Margin comments: statistical and dynamical quasiparticle energies, and the T³ ln T term

1. Two energies, one name. The statistical energy is ε_stat(p) = δE/δn_p, the change of the exact many-body level energies when one quasiparticle is added. It is the energy that enters n_p = 1/(e^{(ε−μ)/T} + 1) in the counting formula S = −Σ[n ln n + (1−n) ln(1−n)]. The name goes back to Balian and De Dominicis. The dynamical energy ε_dyn(p) is the real part of the pole of the retarded Green function continued below the real axis. The difference was worked out in Landau theory by Pethick and Carneiro (1973) and microscopically by Carneiro and Pethick (1975).

Conventions: ħ = k_B = 1 until comment 9. The Fermi surface is spherical, v = v_F*, ξ = v(p − k_F), N(0) = k_F²/(π²v) counts both spins, γ = π²N(0)/3, and T_F* = k_F v/2. A channel λ (density, weight w = 1; spin, weight w = 3) has Landau parameter F and amplitude A = F/(1+F). Only l = 0 is kept until comment 8.

2. The smallest model: a ladder with one coupling. Take levels nΔ, n = 0, ±1, ±2, …, and let every pair of them, the diagonal included, be coupled by the same matrix element u. An eigenvector has components ∝ 1/(E − nΔ), and E obeys

(1) 1 = u Σ_n 1/(E − nΔ) = x cot(πE/Δ), x = πu/Δ,

with the sum taken symmetrically. Hence E_m = mΔ + Δδ/π with δ = arctan x. Every level moves by the same amount,

(2) shift_stat = (Δ/π) arctan x.

A partition function sees these levels and nothing else, so (2) is the statistical shift.

The Green function of the state n = 0 is G(z) = 1/z + t(z)/z², with t(z) = u/[1 − x cot(πz/Δ)]. At z = E + iη the cotangent tends to −i, with corrections of order e^{−2πη/Δ}, which is 0.002 already at η = Δ. For η ≫ Δ, G ≈ 1/(z − t) with t = u/(1 + ix), so

(3) shift_dyn = Re t = (Δ/π) x/(1+x²), −Im t = (Δ/π) x²/(1+x²).

In terms of the phase, (2) is δ, (3) is sin δ cos δ, and first-order perturbation theory is tan δ, all in units of Δ/π. The three agree to first order in x. At third order they give −x³/3, −x³ and 0. For x = 0.3 the departures from x are −0.00854 and −0.02477, in the ratio 0.345.

3. Where the missing shift goes. The poles of G in a finite system lie at the exact levels, so (2) and (3) seem to conflict. The weights resolve this. Since Σ_n 1/(E_m − nΔ)² = π²/(Δ² sin²δ), the state n = 0 has weight W_m = sin²δ/(πm + δ)² in level m, and the W_m add up to 1. Their symmetric first moment is

Σ_m W_m E_m = (Δ/π) sin²δ Σ_m 1/(πm + δ) = (Δ/π) sin δ cos δ,

which is (3). The dynamical shift is the centroid of the spectral weight of one bare state over many exact levels; the statistical shift is the displacement of the levels themselves. For x = 1 the level moves by 0.250 Δ and keeps weight 0.811. The neighbour below takes 0.090, the one above only 0.032, and this asymmetry pulls the centroid down to 0.159 Δ. First order gives 0.318 Δ.

A finite ladder, n = −M … M, shows that few levels suffice. For x = 1 the central eigenvalue is 0.269 Δ with 3 levels, 0.252 Δ with 21 and 0.2505 Δ with 101. The trace still forces the mean shift over all levels to be u; the excess sits near the edges, above all in the top level, which is pushed out of the band. A smooth background from distant states, added to (1) as 1 = u[(π/Δ) cot(πE/Δ) − B], only replaces u by u/(1 + uB). Equations (2) and (3) keep their form.

4. The ladder inside the Fermi liquid. At fixed small q the quasiparticle–quasihole pairs of energy ω form such a ladder. With s = ω/(qv) and μ a direction cosine, the response function in units of N(0) is

Φ(s) = ½∫dμ μ/(μ − s − i0) = 1 + L, L = −(s/2) ln[(1+s)/(1−s)] + iπs/2 ≈ −s² + iπs/2, |s| < 1.

The density of pair states in a volume 𝒱 is 1/Δ = 𝒱N(0) Im Φ/π = 𝒱N(0)s/2, and the coupling is F/(𝒱N(0)). Re Φ is the background. Because 1 + FΦ = (1+F)(1 + AL), the ladder parameter is

x̃ = x/(1 + A Re L), x = πAs/2.

The phase is δ = Im ln(1 + FΦ) = arctan x̃. With the screened interaction D = F/(1 + FΦ) = A/(1 + AL), one finds Im Φ Re D = x̃/(1 + x̃²). To order s³,

(4) δ = πAs/2 + (π/2) b_stat s³, b_stat = A² − π²A³/12,
  Im Φ Re D = πAs/2 + (π/2) b_dyn s³, b_dyn = A² − π²A³/4.

The A² term comes from the background and is common to both. The A³ term carries three factors Im Φ, that is three pairs on the energy shell, and it alone shows the ratio 1/3. The pair density ∝ ∫dξ[n(ξ) − n(ξ+ω)] = ω is the same for any isotropic distribution confined near the Fermi surface, so b does not depend on T.

5. The energies. A pair has energy ε_p − ε_p′ − f_pp′/𝒱, so the level shift Δδ/π gives, summed over the spin of p′, f_pp′ = −(w/N(0)) δ/Im Φ. In the one-ring self-energy on the shell, the term containing the occupation of the intermediate state is −(w/N(0)) Σ_q f(ξ′) Re D, with f the Fermi function; the remaining terms depend on ξ only through the smooth dependence on p and give no ξ³ ln|ξ|. Both energies thus have a kernel A + b s² and differ only in b. At fixed q, dμ = dξ′/(qv), so the b part is

δε(ξ) = −[w b/(4π²N(0)v³)] ∫dξ′ f(ξ′)(ξ′ − ξ)² ∫dq/q.

The q integral runs from about |ξ′ − ξ|/v to a cutoff q_c of order k_F and gives the logarithm. Subtract the step θ(ξ − ξ′), whose contribution does not depend on ξ, and integrate by parts: ∫dξ′(−f′)(ξ′ − ξ)³/3 = −ξ(ξ² + π²T²)/3. To leading logarithm,

(5) δε(ξ,T) = [w b/(48 T_F*²)] ξ(ξ² + π²T²) ln[ω_c/max(|ξ|,T)], ω_c ~ q_c v.

At T = 0, ε_stat − ε_dyn = −[wπ²A³/(288 T_F*²)] ξ³ ln|ξ/ω_c|. The kernels differ first at order s², so no term linear in ξ survives in the difference: the two energies share v_F* and γ. The definition of the pole is safe at this order. With Im Σ ∝ ξ², the real part of the complex pole and the root of the real equation differ by a term of order Im Σ ∂Im Σ/∂ω ∝ ξ³, which has no logarithm.

6. The entropy, and the temperature dependence that is easily lost. To first order, δS = −N(0)∫dξ (∂f/∂T) δε with ∂f/∂T = (ξ/T)(−f′). The moments ⟨ξ⁴⟩ = 7π⁴T⁴/15 and π²T²⟨ξ²⟩ = 5π⁴T⁴/15 add to 12π⁴T⁴/15, so δS = −(π²wb/15)(T/v)³ ln(ω_c/T) per volume and, from C = T dS/dT,

(6) δC = (π²/5) Σ_λ w b (T/v)³ ln(T/ω_c) = γT (3π²/20) Σ_λ w b (T/T_F*)² ln(T/ω_c).

The ring potential confirms that b_stat is the right coefficient. Modes shifted by Δδ/π change Ω by Σ_q ∫₀^∞ (dω/π) n_B(ω) δ. The s³ term gives [wb/(4π²v³)] (π⁴T⁴/15) ln(ω_c/T), and −T ∂²Ω/∂T² reproduces (6) with b_stat.

The same potential locates what the pole misses. Differentiate Ω = wΣ_q∫(dω/π)(n_B + ½) Im ln(1 + FΦ) with respect to T. One term is (∂n_B/∂T) δ, the other (n_B + ½) Im[D ∂Φ/∂T]. Now form Σ_p (∂f/∂T) Re Σ. The Bose part of Re Σ yields (n_B + ½) Im D ∂Re Φ/∂T. The Fermi part, through f(1 − f′) = n_B (f′ − f), where f and f′ here denote the occupations of the upper and lower state, yields Re D ∂[(n_B + ½) Im Φ]/∂T. The terms with ∂Φ/∂T are the same on both sides, and what remains is

(7) S − S_dyn = −w Σ_q ∫₀^∞ (dω/π)(∂n_B/∂T) [arctan x̃ − x̃/(1 + x̃²)],

with the bracket equal to 2x³/3 at small s. The dynamical value −x³ plus 2x³/3 is −x³/3.

The ratio 1/3 compares like with like: both energies at temperature T, or both at T = 0. If the T = 0 pole is inserted in the entropy, only the 7 of the 12 is kept, and the true A³ coefficient is (1/3)(12/7) = 4/7 of that value.

7. The logarithm in closed form. Drop the background, keep x = πAω/(2qv) for all q < q_c, and take A < 0 as for spin fluctuations. Put k = q/q_c, T_sf = 2q_c v/(π|A|) and y = ω/T_sf, so that |x| = y/k. The momentum sums are

J_dyn(y) = ∫₀¹ dk k² (y/k)/(1 + y²/k²) = y/2 − (y³/2) ln(1 + 1/y²),
J_stat(y) = ∫₀¹ dk k² arctan(y/k).

One integration by parts, with d arctan(y/k)/dk = −y/(k² + y²), gives the exact relation

(8) J_stat = (1/3) arctan y + (1/3) J_dyn.

Since arctan y is analytic at y = 0, the whole non-analytic part of J_stat is one third of that of J_dyn. The boundary term restores the linear coefficient, y/3 + y/6 = y/2, which is the common effective mass. Expanded, J_dyn = y/2 + y³ ln y + … and J_stat = y/2 + (y³/3) ln y − y³/9 + …. The model continues the pair continuum beyond s = 1, but that region, k < 2y/(π|A|), contributes at most (π/6)(2/π|A|)³ y³ to J_stat, which is 0.002 y³ for A = −4 and small against y³/9.

With t = T/T_sf, z = ω/T and K(z) = 1/[4 sinh²(z/2)], the entropy per volume is [w q_c³/(2π³)] ∫dz z K J(tz), and the specific heat is [w q_c³/(2π³)] c(t), c = ∫dz z K y J′(y) at y = tz. Differentiating the closed forms,

c_stat = π²t/6 − (t³/2) ∫dz z⁴K ln(1 + 1/t²z²),
c_dyn = π²t/6 − t³ ∫dz z⁴K [(3/2) ln(1 + 1/t²z²) − 1/(1 + t²z²)].

With ∫z⁴K dz = 4π⁴/15 and κ = ψ(5) + ζ′(4)/ζ(4) = 1.442 for the mean of ln z under that weight, small t gives

(9) c_stat = π²t/6 + (4π⁴/15) t³ ln(t/0.236), c_dyn = π²t/6 + (4π⁴/5) t³ ln(t/0.169),

where 0.236 = e^{−κ} and 0.169 = e^{−κ−1/3}. Multiplying (4π⁴/15)t³ by w q_c³/(2π³) gives wπ⁴|A|³(T/v)³/60, independent of q_c and equal to the A³ part of (6). The linear term depends on q_c and belongs to γ; it must not be added again to a γ that already contains m*.

The full integrals give, for (c − π²t/6)/t³:

  t      statistical  dynamical  ratio
  0.005   −100.2    −274.5    0.365
  0.02    −64.3     −167.2    0.385
  0.05    −41.2     −99.3     0.415

The coefficients of t³ ln t stand exactly at 1/3. The values at a given temperature approach that ratio only as 1/ln t, because the scales under the two logarithms differ.

8. What one third does not cover. The full l = 0 coefficient includes A². For the spin channel, with Wilson ratio R_W = 1/(1 + F₀ᵃ) and so A = 1 − R_W:

  R_W  A    b_stat  b_dyn   ratio
  2    −1   1.82    3.47    0.53
  5    −4   68.6    173.9   0.39
  10   −9   680.6   1879.7  0.36

Higher harmonics matter more. With A₁ = F₁/(1 + F₁/3), the longitudinal determinant over the functions 1 and μ is 1 + A₀L + A₁(1 − A₀)s²Φ, and each of the two transverse modes gives 1 + A₁[(1 − s²)L − s²]/2. Adding the phases, the terms linear in A₁ cancel at order s³ and

(10) b_stat = (A₀ − A₁)² + A₀²A₁ − π²A₀³/12 − π²A₁³/48.

In each sector the imaginary part of the response matrix has rank one, so the ladder argument holds with a single x̃, and b_dyn follows from (10) by tripling the two π² terms. The term A₀²A₁ is cubic in the amplitudes, yet has only one pair on shell and is not tripled. The rule concerns the π² terms, and not every third power. The forward-scattering sum rule Σ_l (A_lˢ + A_lᵃ) = 0 forbids stopping at l = 0: with A₀ᵃ = −4 and A₀ˢ = 1 the higher harmonics must add up to 3. A value A₁ᵃ = +1 or −1 changes b_stat by +24.8 or −22.8, about a third of 68.6, while it changes the gap b_dyn − b_stat = 105.3 by only 0.4. The gap is robust; the absolute coefficient is uncertain by tens of per cent. Particle–particle ladders are outside this model.

9. Numbers for LuCo₂. This cubic Laves-phase compound is a strongly exchange-enhanced Pauli paramagnet, so the spin channel dominates. Its d bands are far from one sphere, and what follows is an order-of-magnitude model with these inputs: γ ≈ 27 mJ mol⁻¹ K⁻² per formula unit (approximate), Debye temperature ≈ 250 K (typical), and, as assumptions, R_W = 5, one carrier per formula unit and q_c = k_F. In a metal the Coulomb interaction fixes A₀ˢ = 1 at small q.

From γ = π²R/(2T_F*), T_F* = 1520 K, or 131 meV. The density channel has b_stat = 0.18 and b_dyn = −1.47, so Σwb = 206.1 and 520.3. Writing C/T = γ + βT² + δ₃T² ln(T/T*), equation (6) gives δ₃ = γ(3π²/20)Σwb/T_F*² = 3.6 μJ mol⁻¹ K⁻⁴, against 9.0 μJ mol⁻¹ K⁻⁴ from the pole. At fixed γ the value scales as the inverse square of the carrier number.

For the A³ part of the spin channel alone, b = 52.6 and 157.9, and δ₃ = 2.7 and 8.2 μJ mol⁻¹ K⁻⁴. Here T_sf = 4T_F*/(π|A|) = 484 K, so by (9) T* = 114 K and 82 K. At 10 K, where t = 0.021, this part lowers C/T by 0.7 mJ mol⁻¹ K⁻², or by 1.7 if the pole is used. The sign is that of a mass enhancement that fades on warming.

The lattice term, left out so far, is much larger. With three atoms per formula unit, β = 3(12π⁴/5)R/θ_D³ = 0.37 mJ mol⁻¹ K⁻⁴, and βT² = 37 mJ mol⁻¹ K⁻² at 10 K. At that one temperature the gap of 1.0 mJ mol⁻¹ K⁻² between the two theories equals the effect of moving θ_D by 2 K. Only the curvature of C/T against T² carries δ₃, and in a fit β and ln T* appear only in the combination β − δ₃ ln T*.

If δ₃ is extracted, the choice of formula matters when it is inverted. A spin-channel coefficient b = 68.6, which means A = −4 and R_W = 5, is read through b_dyn as A = −2.9 and R_W = 3.9. For large |A| the inferred amplitude is too small by the factor 3^{1/3} = 1.44.

10. Why spectroscopy does not arbitrate. At T = 0 equation (5) has prefactors wb/48 = 4.29 and 10.87 for the spin channel. With ξ = 1 meV and ω_c = k_B T_sf = 41.7 meV, the logarithm is 3.73, and δε is about 0.9 μeV for ε_stat and 2.4 μeV for ε_dyn. The same ring gives the damping through Im D ≈ −πA²s/2:

|Im Σ| = [w/(4π²N(0)v)] ∫₀^{q_c} q dq ∫₀^ξ dω πA²ω/(2qv) = πwA²ξ²/(32 T_F*) for q_c = k_F,

which is 36 μeV. In the ladder the width is of order x² and the gap between the shifts of order x³. The two energies therefore differ by much less than the linewidth, and the statistical one is reached only through thermodynamics, which counts exact levels and needs no lifetime.